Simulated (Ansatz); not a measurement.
## Ligand exchange: C2H5BrSn + C2H8OSi → C2H6OSn + C2H7BrSi

Species: C2H5BrSn `C[CH2][Sn][Br]`, singlet; C2H8OSi `CC[SiH2]O`, singlet; C2H6OSn `C[CH2][Sn][OH]`, singlet; C2H7BrSi `CC[SiH2]Br`, singlet. The partners trade Br for OH: Sn–Br and Si–OH bonds give way to Sn–OH and Si–Br.

Shapes, held fixed at every level: PBE0-D4/def2-TZVP. Flexible molecules stand in one conformer, not always the lowest. Programs: Ansatz 0.2.0. The zero-point and thermal change to 298 K, harmonic and unscaled (PBE0-D4/def2-TZVP), is -1.8 kJ/mol.

```
             level                    kind  ΔH(298 K) (kJ/mol)  less CCSD(T)/def2-TZVPP
     HF/def2-TZVPP            Hartree–Fock               +99.8                    +25.3
  SPW92/def2-TZVPP                     LDA               +68.2                     -6.3
wB97M-V/def2-TZVPP  range-separated hybrid               +75.5                     +1.0
 B2PLYP/def2-TZVPP           double hybrid               +77.1                     +2.6
  CCSD(T)/def2-SVP   coupled cluster or CI               +75.3                     +0.8
     CCSD/def2-SVP   coupled cluster or CI               +78.8                     +4.3
   CCSD/def2-TZVPP   coupled cluster or CI               +78.6                     +4.1
CCSD(T)/def2-TZVPP   coupled cluster or CI               +74.5                      0.0
```

The highest level, CCSD(T)/def2-TZVPP, gives ΔH(298 K) = +74.5 kJ/mol; the levels span +68.2 to +99.8. The column of differences is taken from that level and isn't an error. No measured value is set beside it here. For atoms past krypton def2 sets carry core potentials with scalar relativity. Relativity is left out for Br. Outer-core shells of Br, Sn are correlated in most correlated rows, in sets that cover them unevenly.

The exchange is clearly endothermic at every level: hydroxide prefers silicon and bromide is better placed on tin. The main reason is the strength of the Si–O bond, which is short and strongly polar, with some donation from the oxygen lone pairs into σ* orbitals on silicon. Replacing oxygen by bromine costs silicon much more than the reverse exchange returns to tin, whose larger, more diffuse valence orbitals overlap less well with the compact orbitals of oxygen. This fits the usual hard–soft pattern.

Electron correlation lowers the cost markedly, from +99.8 kJ/mol in Hartree–Fock to +78.6 with CCSD/def2-TZVPP, and triples bring it to +74.5. Mean-field theory thus exaggerates the preference without creating it, probably because it misses correlation that favours the Sn–OH and Si–Br pair. The preference can't be assigned to the change of element alone, since the tin species are divalent stannylenes with a lone pair and a formally empty p orbital, while silicon is tetravalent.
